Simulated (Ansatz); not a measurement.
# CuPd: pressure against volume scale

Results calculated with Ansatz 0.2.0, not measured. Periodic Kohn-Sham DFT of a crystal at fixed atoms, scaled to volume_scale times the given cell; pressure positive in compression, energy less spherical unpolarised free atoms, largest_vzz the field gradient of largest size among the nuclei.

The cell before it is scaled or strained (space group Pm-3m, No. 221):
```
cell vectors (Å)
   2.9880     0.0000     0.0000
   0.0000     2.9880     0.0000
   0.0000     0.0000     2.9880
atoms (fractions of the cell vectors)
Cu  0.00000  0.00000  0.00000
Pd  0.50000  0.50000  0.50000
```

Settings of every row: method all-electron PAW; functional PBEsol; relativity scalar; k mesh 14x14x14; filling fermi-dirac; smearing width 0.05 eV; nucleus gaussian.

Atom start moment: 0 on all atoms.

| row | volume scale | V (Å³/atom) | pressure (GPa) |
| --- | --- | --- | --- |
| 1 | 0.94 | 12.538 | 7.129 |
| 2 | 0.96 | 12.805 | 2.706 |
| 3 | 0.98 | 13.072 | -1.182 |
| 4 | 0.99 | 13.205 | ? |
| 5 | 1 | 13.339 | -4.599 |
| 6 | 1.01 | 13.472 | -6.15 |
| 7 | 1.02 | 13.605 | -7.605 |
| 8 | 1.04 | 13.872 | -10.248 |
| 9 | 1.06 | 14.139 | -12.567 |

Question: what pressure should row 4 give?

Worked fit of pressure. Take u = (V_r/V)^(2/3) − 1 with V_r = 13.405 Å³ an atom, which is twice the finite (Eulerian) strain; such expansions in the strain, on which the Birch-Murnaghan equation of state is built, carry the rest volume and the bulk modulus. The shown rows have u = 0.04558, 0.031, 0.01691, 0.0033, -0.00332, -0.00982, -0.02257, -0.03492. Least squares give pressure = −5.3843 + 233.953 × u + 843.7 × u² + 1010 × u³ GPa; a parabola predicts inner rows, each left out in turn, worse (root mean square 0.017 against 0.0043 GPa). The rows lie off it by 0.001, -0.003, 0.000, 0.004, 0.002, -0.004, -0.002, 0.001. The pressure vanishes at u = 0.0213, or V = 12.99 Å³ an atom, and there the bulk modulus at fixed shape and fractions is B = −V dP/dV = (2/3)(1 + u) dP/du = 185 GPa. The withheld row has u = 0.01007, so the fit gives −5.3843 + 233.953 × (0.01007) + 843.7 × (0.01007)² + 1010 × (0.01007)³ = -2.942 GPa.

The calculation gave -2.946 GPa. The fit lies 0.004 GPa (0.02 % of the column's range) above it; its largest miss of a shown row is 0.004 GPa.
